### Where the coarse meshes fail

A band holds two electrons per cell, so the 55 electrons of In₃Se fill 27.5 bands on average. In a metal this average hides real differences between wave vectors. On the 10x10x10 mesh, 27 bands are filled at the zone centre $\Gamma$, while 29 lie below the Fermi energy at the centre of a zone face, the top two only just. A k mesh replaces the average over all wave vectors by a sum over a few, and it fails when those few are untypical, either in how many low-lying states they have or in the energies of those states.

Ansatz 0.2.0, scalar-relativistic PBE with PAW and no spin polarisation, for In₃Se (Pm-3m, 4 atoms per cell) at fixed geometry, with a plane-wave cutoff of 420 eV and Gaussian smearing of 0.1 eV. All k meshes are Γ-centred, and the reference mesh is 14x14x14. Energies are extrapolated to zero smearing; pressure is positive in compression.

```csv
k mesh,energy less reference (meV per atom),pressure less reference (GPa),pressure (GPa)
1x1x1,618.9,6.267,5.962
2x2x2,205.6,3.259,2.954
4x4x4,9.3,0.160,-0.145
6x6x6,-0.6,0.030,-0.275
8x8x8,-0.3,-0.008,-0.313
10x10x10,-0.3,-0.017,-0.322
12x12x12,-0.9,-0.005,-0.310
```

The two coarsest meshes fail in kind as well as in size. Their pressures are positive, as if the cell were compressed, while every finer mesh puts it under slight tension. The energy error relative to the 14x14x14 mesh is 619 meV per atom for 1x1x1 and still 206 meV for 2x2x2. It then drops to 9 meV at 4x4x4. The cell and the atoms are the same in every row, so only the sampling differs.

### An electron with nowhere to go

The 1x1x1 mesh contains only $\Gamma$, where 27 filled bands take 54 electrons. The last electron must enter the next level, which is threefold degenerate and would be empty in a well-sampled crystal. A boron atom treated without spin polarisation has the same count: one p electron shared among six spin states, each one-sixth full. The analogy ends there, because the atom's open shell is real and the crystal's is made by the mesh.

This picture can be checked through the smearing, which rounds off the occupations near the Fermi energy $\mu$. For a level at energy $\varepsilon$ and a Gaussian width $\sigma$ of 0.1 eV, the filling is $f=\tfrac12\,\mathrm{erfc}(x)$ with $x=(\varepsilon-\mu)/\sigma$. Setting $f=1/6$ gives $x=0.684$. Each spin state adds $\sigma e^{-x^2}/(2\sqrt{\pi})$ to the entropy term $TS$, the product of the smearing's effective temperature and entropy, so that

$$TS = 6\times\frac{0.1\ \text{eV}}{2\sqrt{\pi}}\,e^{-0.684^2}=0.106\ \text{eV per cell}.$$

The 1x1x1 run gives the same value, whereas a half-filled single level would give 0.056 eV. The smearing formula is built into the calculation, so the agreement tests only the filling pattern.

The Fermi energy offers a less exact test. On the 10x10x10 mesh the threefold level lies 1.155 eV above the Fermi energy. If it stayed there, the 1x1x1 mesh would raise the Fermi energy by 1.09 eV; the computed rise is 0.97 eV. The estimate keeps the level fixed, although the electron density adjusts to the false filling, which plausibly explains the difference.

One electron placed about 1 eV too high accounts for less than half of the energy error, which is $4\times0.619\approx2.5$ eV per cell. The rest comes from the filled bands, which are also represented by $\Gamma$ alone, and from the change in the electron density; these two parts are not separated here. The 2x2x2 mesh has four distinct points and places the Fermi energy 0.34 eV too low. Its run alone carries a notice that the number of filled bands differs between k points, although the 10x10x10 mesh has such differences too. The 2x2x2 mesh probably still gives too much weight to a few special points, but which of them causes most of its error is untested.

### Why the pressure needs its own test

Pressure measures how the energy changes with volume. At a fixed mesh, its error is therefore

$$\Delta P=-\frac{\mathrm d\,\Delta E}{\mathrm dV},$$

where $V$ is the volume and $\Delta E$ the energy error, strictly that of the free energy at finite smearing, which for the coarse meshes is close to the zero-smearing error in the table. The large positive pressure errors mean that the sampling error would shrink if the cell expanded. Theory suggests why: expansion weakens the overlap between atoms and narrows the bands, so different wave vectors become more alike.

A small energy error therefore does not guarantee a small pressure error. At 4x4x4 the pressure is off by 0.16 GPa. That is about half the size of the reference pressure, but the share looks large mainly because the reference pressure is itself close to zero. At 6x6x6 the error is still 0.03 GPa, although the energy has settled. From 8x8x8 on, the pressure stays within 0.02 GPa of the reference.

### Recognising the failure without a reference

The safest sign is the change from one mesh to the next. The pressure falls by 3.0 GPa in the first refinement and by 3.1 GPa in the second, so neither 1x1x1 nor 2x2x2 can be trusted; the third changes it by only 0.13 GPa, which suggests that 4x4x4 was already close, and the small changes on still finer meshes confirm it. An entropy term nine to sixteen times that of the other meshes exposes the false open shell at 1x1x1. Forces give no warning here, because symmetry makes them zero on every mesh.

Refinement also has a point beyond which the energies no longer improve visibly. From 6x6x6 on they scatter within 1 meV per atom of the reference, and 12x12x12 lies farther from it than 8x8x8 does. The reference mesh may itself be off by as much, so differences of this size should not be used to rank the meshes.

For the same crystal in a cell with doubled edges, half as many divisions give the same sampling, because the zone is half as wide. An insulator avoids the misplaced electron altogether, since its number of filled bands is the same at every wave vector. The printed analysis below gives the mesh-to-mesh changes and both tests of the threefold level.

Numerical output:

```
Signs of failure:
       row  distinct k points  energy change from previous mesh (meV/atom)  pressure change from previous mesh (GPa)  Fermi energy less reference (eV)  entropy term (eV per cell)
     1x1x1                  1                                          n/a                                       n/a                            0.9468                       0.106
     2x2x2                  4                                       -413.3                                    -3.008                           -0.3378                     0.01144
     4x4x4                 10                                       -196.3                                    -3.099                           0.06724                        0.01
     6x6x6                 20                                         -9.9                                     -0.13                           0.09035                    0.009059
     8x8x8                 35                                          0.3                                    -0.038                          -0.00597                    0.007594
  10x10x10                 56                                            0                                    -0.009                          -0.02712                    0.009534
  12x12x12                 84                                         -0.6                                     0.012                          -0.02008                    0.006656
Pressure error in energy units:
       row  volume times pressure error (meV/atom)  energy error (meV/atom)
     1x1x1                                    1084                    618.9
     2x2x2                                   563.7                    205.6
     4x4x4                                   27.68                      9.3
     6x6x6                                   5.189                     -0.6
     8x8x8                                  -1.384                     -0.3
  10x10x10                                  -2.941                     -0.3
  12x12x12                                 -0.8649                     -0.9
Filling of each state of the threefold level at 0.684 widths above the Fermi energy: 0.1667
Entropy term predicted for the one-sixth-filled threefold level (eV per cell): 0.106
Entropy term computed for 1x1x1 (eV per cell): 0.106
Entropy term if a single level were half filled instead (eV per cell): 0.05642
Rise of Fermi energy from 10x10x10 to 1x1x1, predicted (eV): 1.087
Rise of Fermi energy from 10x10x10 to 1x1x1, computed (eV): 0.9739
Energy error of 1x1x1 (eV per cell): 2.476
Zero-smearing correction of 1x1x1 (meV/atom): 13.25
Zero-smearing correction of 1x1x1 as share of its energy error (percent): 2.141
Energy error of 1x1x1 over that of 2x2x2: 3.01
Energy error of 2x2x2 over that of 4x4x4: 22.11
Reference pressure (GPa): -0.305
Pressure error of 4x4x4 as share of the reference pressure (percent): 52.46
Pressure error of 6x6x6 as share of the reference pressure (percent): 9.836
Spread of energies from 6x6x6 on (meV/atom): 0.6
Largest pressure error from 8x8x8 on (GPa): 0.017
```
